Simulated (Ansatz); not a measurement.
**Ta2O5: moving Ta off its site**

Ta2O5, I4/mmm, a = 5.241 Å, c = 9.583 Å. The structure is a Materials Project entry; whether it is the stable form wasn't checked. Ansatz: PBEsol, PAW, 420 eV, Γ-centred 8×8×8 mesh on 7 atoms, Gaussian smearing 0.05 eV; no spin polarisation.

```
Ta O
1.0
    -2.62037    2.62037    4.79144
     2.62037   -2.62037    4.79144
     2.62037    2.62037   -4.79144
Ta O
2 5
Direct
  0.19664 0.19664 0.00000
  0.80336 0.80336 0.00000
  0.00000 0.00000 0.00000
  0.50000 0.00000 0.00000
  0.00000 0.50000 0.00000
  0.00000 0.00000 0.50000
  0.50000 0.50000 0.50000
```

Atom 1 (Ta) moves by x along the unit vector (0.000, 0.000, -1.000), with its periodic images; all else is held. y is the free energy of the cell over the start, F the force along the path summed over the moved atoms.

```tsv
x (Å)	y (meV)	F (eV/Å)
-0.3000	?	?
-0.2250	714.8	5.27
-0.1500	355.3	4.22
-0.0750	99.0	2.50
0.0000	0.0	0.00
0.0750	123.3	-3.46
0.1500	549.0	-8.11
0.2250	1376.9	-14.24
0.2625	1979.7	-17.99
0.3000	2732.7	-22.27
```

**Question.** Fit y = c2 x² + c3 x³ + c4 x⁴ to the energies of the other rows, give the force constant, and predict energy and force of the missing row.

**Answer.** Least squares on the rows shown. y = 19467 x² + 29069 x³ + 24005 x⁴. The force constant is 2 c2 = 38.9 eV/Å² (for all images moving together, not for a lone atom). The force −dy/dx at the missing row is 6.42 eV/Å (computed 5.78). At x = -0.3000 the fit asked for gives 1161.6 meV. The run gave 1132.3 meV, so the fit is 29.3 meV too high, 1.1 % of the span of the series, against an rms of 1.6 meV on the fitted rows. The row lies outside the fitted range. With a term in x⁵ added, a fit to the same known rows predicts 1129.0 meV, so most of the miss is curvature that the known rows already hold.

Spin–orbit coupling is left out, which can shift energies with elements as heavy as these.

The well is strongly anharmonic, and the geometry explains its asymmetry. Ta sits in a square pyramid of oxygen, and positive x pushes it straight at the apical O while drawing it away from the basal plane. The short apical bond is compressed head-on, so Pauli repulsion between the closed shells rises steeply and the energy reaches 2732.7 meV at 0.3000 Å. The opposite displacement stretches that bond and carries Ta towards the basal plane on the open side of the pyramid. The basal bonds then shorten only slightly, because the motion is largely perpendicular to them, and the end point costs just 1132.3 meV.

On this side the restoring force still grows, but by ever smaller steps, as expected when a bond is stretched. Covalent mixing of O 2p with the formally empty Ta 5d states probably helps to hold Ta off the basal plane. The scan supports a single minimum along this line within the sampled range, but with the oxygens held it doesn't give the barrier for inverting the pyramid.
